**Addition energies of a steep-walled spherical quantum dot, 1 to 26 electrons**

The table holds chemical potentials, addition energies, highest eigenvalues, spin counts and rms radii from spin-polarised, spherically averaged PBE calculations in a Woods-Saxon well. The program solves the bare well and fits rows 2–18 with a constant charging energy plus a scaled bare level gap at closed shells and a scaled uniform-gas exchange splitting at half shells. It compares this with a charging term proportional to the inverse rms radius and with a constant exchange energy per parallel pair. The first model leaves an rms residual of 0.004 hartree\*, the alternatives 0.009 and 0.007, all far above the rounding of the table. Rows 19–25, where the greedy filling probably missed lower spin states, are printed outside the fit and depart from it by up to 0.07 hartree\*.

Spin-polarised Kohn-Sham calculations with PBE (radks radial solver, Libxc 2) for a spherical dot in effective atomic units. The well is -6/(1+exp((r-7.16)/0.25)), in hartree* and bohr*, with m-averaged shells filled greedily. Levels are named by radial order; chemical potential is E(N)-E(N-1), addition energy E(N+1)+E(N-1)-2E(N).

## Script

```python
# Table: PBE spin-polarised Kohn-Sham spherical Woods-Saxon dot (radks), N=1..26: chemical potential,
# addition energy, eigenvalue (hartree*), rms radius (bohr*). Tested: addition = U + a*bare gap + b*LSD splitting,
# against (A) U ~ 1/rms and (B) constant exchange per parallel pair.
T = {
    'electrons': [1, 2, 3, 4, 5, 6, 7, 8, 9, 10, 11, 12, 13, 14, 15, 16, 17, 18, 19, 20, 21, 22, 23, 24, 25, 26],
    'chemical_potential': [-5.903, -5.689, -5.44, -5.271, -5.099, -4.885, -4.723, -4.556, -4.296, -4.133, -3.97, -3.806, -3.642, -3.439, -3.28, -3.119, -2.959, -2.798, -2.525, -2.36, -2.214, -2.031, -1.874, -1.722, -1.564, -1.432],  # hartree*
    'unpaired_electrons': [1, 0, 1, 2, 3, 2, 1, 0, 1, 2, 3, 4, 5, 4, 3, 2, 1, 0, 1, 0, 3, 2, 1, 2, 3, 6],
    'rms_radius': [3.785, 4.083, 4.367, 4.532, 4.651, 4.75, 4.828, 4.893, 4.965, 5.025, 5.077, 5.123, 5.164, 5.202, 5.237, 5.268, 5.298, 5.325, 5.354, 5.381, 5.407, 5.431, 5.453, 5.474, 5.494, 5.513],  # bohr*
    'highest_eigenvalue': [-5.816, -5.605, -5.357, -5.185, -5.013, -4.805, -4.64, -4.473, -4.215, -4.052, -3.888, -3.724, -3.56, -3.36, -3.199, -3.039, -2.878, -2.718, -2.446, -2.281, -2.128, -1.952, -1.795, -1.631, -1.468, -1.3],  # hartree*
    'highest_level': ['1s up', '1s up', '1p up', '1p up', '1p up', '1p down', '1p down', '1p up', '1d up', '1d up', '1d up', '1d up', '1d up', '1d down', '1d down', '1d down', '1d down', '1d up', '1f up', '1f up', '1f up', '1f down', '1f down', '1f down', '1f down', '1f down'],
    'addition_energy': [None, 0.2492, 0.169, 0.1721, 0.2136, 0.1628, 0.1662, 0.2599, 0.1631, 0.1636, 0.1638, 0.1637, 0.2029, 0.1597, 0.1603, 0.1606, 0.1607, 0.2732, 0.165, 0.1459, 0.1829, 0.1575, 0.152, 0.1579, 0.1312, None],  # hartree*
}
import numpy as np
from scipy.linalg import eigh_tridiagonal
R, V0, a = 7.16, 6.0, 0.25  # well settings from the caption
Ns = [int(n) for n in T['electrons']]
col = lambda k: dict(zip(Ns, T[k]))
mu, M, rms = col('chemical_potential'), col('unpaired_electrons'), col('rms_radius')
eps, lev, ad = col('highest_eigenvalue'), col('highest_level'), col('addition_energy')
h = 0.005; r = np.arange(1, 2401)*h
E, F0 = {}, {}
for l, s in enumerate('spdf'):
    d = 1/h**2 + l*(l+1)/(2*r**2) - V0/(1+np.exp((r-R)/a))
    w, v = eigh_tridiagonal(d, -0.5/h**2*np.ones(len(r)-1), select='i', select_range=(0, 1))
    for k in (0, 1):
        p = v[:, k]**2; E[f'{k+1}{s}'] = w[k]; F0[f'{k+1}{s}'] = 2*np.sum(p*(np.cumsum(p)-p/2)/r)
print('energies hartree*, lengths bohr*; rounding: addition 5e-5, mu difference 1e-3')
print('max |addition - mu difference| %.4f' % max(abs(ad[n]-mu[n+1]+mu[n]) for n in range(2, 26)))
names = ['1s', '1p', '1d', '2s', '1f']
print('bare levels', ' '.join(f'{k} {E[k]:.4f}' for k in names), f'| mu(1)-bare 1s {mu[1]-E["1s"]:.4f}')
print('bare F0', ' '.join(f'{k} {F0[k]:.4f}' for k in names), f'| 1/R {1/R:.4f} 6/(5R) {1.2/R:.4f}')
print(f'rise mu(18)-mu(1) {mu[18]-mu[1]:.3f}, bare 1d-1s {E["1d"]-E["1s"]:.3f}, share {100*(E["1d"]-E["1s"])/(mu[18]-mu[1]):.1f}%')
fl = [3, 4, 6, 7, 9, 10, 11, 12, 14, 15, 16, 17]
pw = np.polyfit(np.log([rms[n] for n in fl]), np.log([ad[n] for n in fl]), 1)[0]
Uf = np.mean([ad[n] for n in fl])
print(f'floor mean {Uf:.4f}, 1/floor {1/Uf:.2f}, floor*R {Uf*R:.3f}, exponent vs rms {pw:.2f} (rival A: -1)')
print(f'N=3->17: floor {100*(ad[17]/ad[3]-1):.1f}%, rms {100*(rms[17]/rms[3]-1):.1f}%, 1/rms {100*(rms[3]/rms[17]-1):.1f}%')
print(f'floor 1d up half {np.mean([ad[n] for n in fl[4:8]]):.4f}, down half {np.mean([ad[n] for n in fl[8:]]):.4f}')
gap = {2: E['1p']-E['1s'], 8: E['1d']-E['1p'], 18: E['1f']-E['1d']}
nb = {2: [3], 8: [7, 9], 18: [17], 5: [4, 6], 13: [12, 14]}  # trusted floor neighbours
ex = {n: ad[n]-np.mean([ad[m] for m in nb[n]]) for n in nb}
print('closure excess/bare gap:', ' '.join(f'N={n} {ex[n]:.4f}/{gap[n]:.4f}={ex[n]/gap[n]:.2f}' for n in gap))
print(f'if 18 opened to 2s: gap {E["2s"]-E["1d"]:.4f}, ratio {ex[18]/(E["2s"]-E["1d"]):.2f}; bare 1f-2s {E["1f"]-E["2s"]:.4f}')
Vol = 4*np.pi*R**3/3
half = {1: (1, 0), 5: (4, 1), 13: (9, 4), 25: (16, 9)}  # ideal Hund up/down counts
sp = {n: (6/np.pi/Vol)**(1/3)*(u**(1/3)-dn**(1/3)) for n, (u, dn) in half.items()}
print(f'half-shell excess N=5 {ex[5]:.4f} N=13 {ex[13]:.4f}; per unpaired {ex[5]/M[5]:.4f} {ex[13]/M[13]:.4f}')
print(f'LSD splitting {sp[5]:.4f} {sp[13]:.4f}; ratio 5/13: table {ex[5]/ex[13]:.2f} LSD {sp[5]/sp[13]:.2f} const K {M[5]/M[13]:.2f}')
fit = list(range(2, 19)); y = np.array([ad[n] for n in fit])
X = {'main': lambda n: [1, gap.get(n, 0), sp.get(n, 0)],
     'A 1/rms': lambda n: [1/rms[n], gap.get(n, 0), sp.get(n, 0)],
     'B const K': lambda n: [1, gap.get(n, 0), -(M[n+1]**2+M[n-1]**2-2*M[n]**2)/4]}
P = {}
for k, f in X.items():
    A = np.array([f(n) for n in fit], float); P[k] = np.linalg.lstsq(A, y, rcond=None)[0]
    res = y-A@P[k]; i = np.argmax(abs(res))
    print(f'{k}: params {P[k][0]:.4f} {P[k][1]:.3f} {P[k][2]:.4f} rms res {np.sqrt(np.mean(res**2)):.4f} worst N={fit[i]} {res[i]:+.4f}')
pred = lambda k, n: float(np.dot(X[k](n), P[k]))
print('N level M add | table-model: main A B | eps-mu (* outside fit, ideal Hund assumed)')
for n in range(2, 26):
    B = f'{ad[n]-pred("B const K", n):+.4f}' if n <= 18 else '  n/a *'
    print(f'{n:2d} {lev[n]:7s} {int(M[n])} {ad[n]:.4f} | {ad[n]-pred("main", n):+.4f} {ad[n]-pred("A 1/rms", n):+.4f} {B} | {eps[n]-mu[n]:.3f}')
print(f'N=1: mu2-mu1 {mu[2]-mu[1]:.3f}, main {pred("main", 1):.3f}, eps-mu {eps[1]-mu[1]:.3f}; N=25 main {pred("main", 25):.4f}')
dm = [eps[n]-mu[n] for n in fit]
print(f'eps-mu N=2-18 mean {np.mean(dm):.4f} range {min(dm):.3f}-{max(dm):.3f}; floor/2 {Uf/2:.4f}; N=26 {eps[26]-mu[26]:.3f}')
assert sorted(sorted(fit, key=ad.get)[-3:]) == [2, 8, 18]
assert -0.6 < pw < 0
assert ex[5] > ex[13] > 0
assert E['1d'] < E['2s'] < E['1f']
```

Printed output:

```
energies hartree*, lengths bohr*; rounding: addition 5e-5, mu difference 1e-3
max |addition - mu difference| 0.0008
bare levels 1s -5.8995 1p -5.7949 1d -5.6636 2s -5.6019 1f -5.5069 | mu(1)-bare 1s -0.0035
bare F0 1s 0.2542 1p 0.2165 1d 0.1996 2s 0.2647 1f 0.1896 | 1/R 0.1397 6/(5R) 0.1676
rise mu(18)-mu(1) 3.105, bare 1d-1s 0.236, share 7.6%
floor mean 0.1638, 1/floor 6.11, floor*R 1.173, exponent vs rms -0.32 (rival A: -1)
N=3->17: floor -4.9%, rms 21.3%, 1/rms -17.6%
floor 1d up half 0.1636, down half 0.1603
closure excess/bare gap: N=2 0.0802/0.1045=0.77 N=8 0.0953/0.1313=0.73 N=18 0.1125/0.1567=0.72
if 18 opened to 2s: gap 0.0617, ratio 1.82; bare 1f-2s 0.0950
half-shell excess N=5 0.0462 N=13 0.0412; per unpaired 0.0154 0.0082
LSD splitting 0.0631 0.0530; ratio 5/13: table 1.12 LSD 1.19 const K 0.60
main: params 0.1640 0.732 0.7642 rms res 0.0039 worst N=2 +0.0086
A 1/rms: params 0.8049 0.704 0.7436 rms res 0.0088 worst N=2 -0.0215
B const K: params 0.1696 0.727 0.0099 rms res 0.0067 worst N=5 +0.0191
N level M add | table-model: main A B | eps-mu (* outside fit, ideal Hund assumed)
 2 1s up   0 0.2492 | +0.0086 -0.0215 +0.0085 | 0.084
 3 1p up   1 0.1690 | +0.0050 -0.0153 +0.0043 | 0.083
 4 1p up   2 0.1721 | +0.0081 -0.0055 +0.0074 | 0.086
 5 1p up   3 0.2136 | +0.0013 -0.0064 +0.0191 | 0.086
 6 1p down 2 0.1628 | -0.0012 -0.0067 -0.0019 | 0.080
 7 1p down 1 0.1662 | +0.0022 -0.0005 +0.0015 | 0.083
 8 1p up   0 0.2599 | -0.0003 +0.0030 -0.0003 | 0.083
 9 1d up   1 0.1631 | -0.0009 +0.0010 -0.0016 | 0.081
10 1d up   2 0.1636 | -0.0004 +0.0034 -0.0011 | 0.081
11 1d up   3 0.1638 | -0.0002 +0.0053 -0.0009 | 0.082
12 1d up   4 0.1637 | -0.0003 +0.0066 -0.0010 | 0.082
13 1d up   5 0.2029 | -0.0016 +0.0076 -0.0115 | 0.082
14 1d down 4 0.1597 | -0.0043 +0.0050 -0.0050 | 0.079
15 1d down 3 0.1603 | -0.0037 +0.0066 -0.0044 | 0.081
16 1d down 2 0.1606 | -0.0034 +0.0078 -0.0041 | 0.080
17 1d down 1 0.1607 | -0.0033 +0.0088 -0.0040 | 0.081
18 1d up   0 0.2732 | -0.0055 +0.0118 -0.0054 | 0.080
19 1f up   1 0.1650 | +0.0010 +0.0147   n/a * | 0.079
20 1f up   0 0.1459 | -0.0181 -0.0037   n/a * | 0.079
21 1f up   3 0.1829 | +0.0189 +0.0340   n/a * | 0.086
22 1f down 2 0.1575 | -0.0065 +0.0093   n/a * | 0.079
23 1f down 1 0.1520 | -0.0120 +0.0044   n/a * | 0.079
24 1f down 2 0.1579 | -0.0061 +0.0109   n/a * | 0.091
25 1f down 3 0.1312 | -0.0689 -0.0505   n/a * | 0.096
N=1: mu2-mu1 0.214, main 0.246, eps-mu 0.087; N=25 main 0.2001
eps-mu N=2-18 mean 0.0820 range 0.079-0.086; floor/2 0.0819; N=26 0.132
```
